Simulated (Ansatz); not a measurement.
ZnAu: energy above lowest point against volume scale

Results calculated with Ansatz 0.2.0, not measured. Free energy against uniform scaling of the volume at fixed shape and fractions; periodic cell, basis, potentials, k mesh and filling as listed.

The cell before it is scaled or strained (space group Pm-3m, No. 221):
```
ZnAu
1.0
      3.1470     0.0000     0.0000
      0.0000     3.1470     0.0000
      0.0000     0.0000     3.1470
Zn Au
1 1
Direct
  0.50000 0.50000 0.50000
  0.00000 0.00000 0.00000
```

Settings of every row: functional LDA; dispersion none; potentials all-electron LAPW; k mesh 9x9x9; k shift 0x0x0; occupations fermi dirac; smearing width 0.1 eV; spin none.

Limits: coarse k mesh, up to 40 meV an atom off; no spin-orbit coupling, which can matter with elements this heavy.

```
row  volume scale  V (Å³/atom)  energy above lowest point (meV/atom)
  1          0.92       14.337                                   9.5
  2          0.96        14.96                                     0
  3             1       15.583                                  15.2
  4          1.04       16.207                                     ?
  5          1.08        16.83                                  97.7
```

Question: what energy above lowest point should row 4 give?

Worked fit of energy above lowest point. Take u = (V_r/V)^(2/3) − 1 with V_r = 15.271 Å³ an atom, which is twice the finite (Eulerian) strain; such expansions in the strain, on which the Birch-Murnaghan equation of state is built, carry the rest volume and the bulk modulus. The shown rows have u = 0.04297, 0.01381, -0.01339, -0.06275. Least squares give energy above lowest point = 4.98 − 540.3 × u + 14950 × u² meV/atom; a straight line predicts inner rows, each left out in turn, worse (root mean square 26 against 0.76 meV/atom). The rows lie off it by 0.1, -0.4, 0.3, -0.1. Its lowest point lies at u = 0.0181, or V = 14.87 Å³ an atom, and the curvature there gives the bulk modulus at fixed shape and fractions, B = (4/9)(1 + u)² E″(u)/V = 148 GPa. The withheld row has u = -0.03888, so the fit gives 4.98 − 540.3 × (-0.03888) + 14950 × (-0.03888)² = 48.6 meV/atom.

The calculation gave 49.3 meV/atom. The fit lies 0.7 meV/atom (1.4 % of the value, 0.72 % of the column's range) below it; its largest miss of a shown row is 0.4 meV/atom.
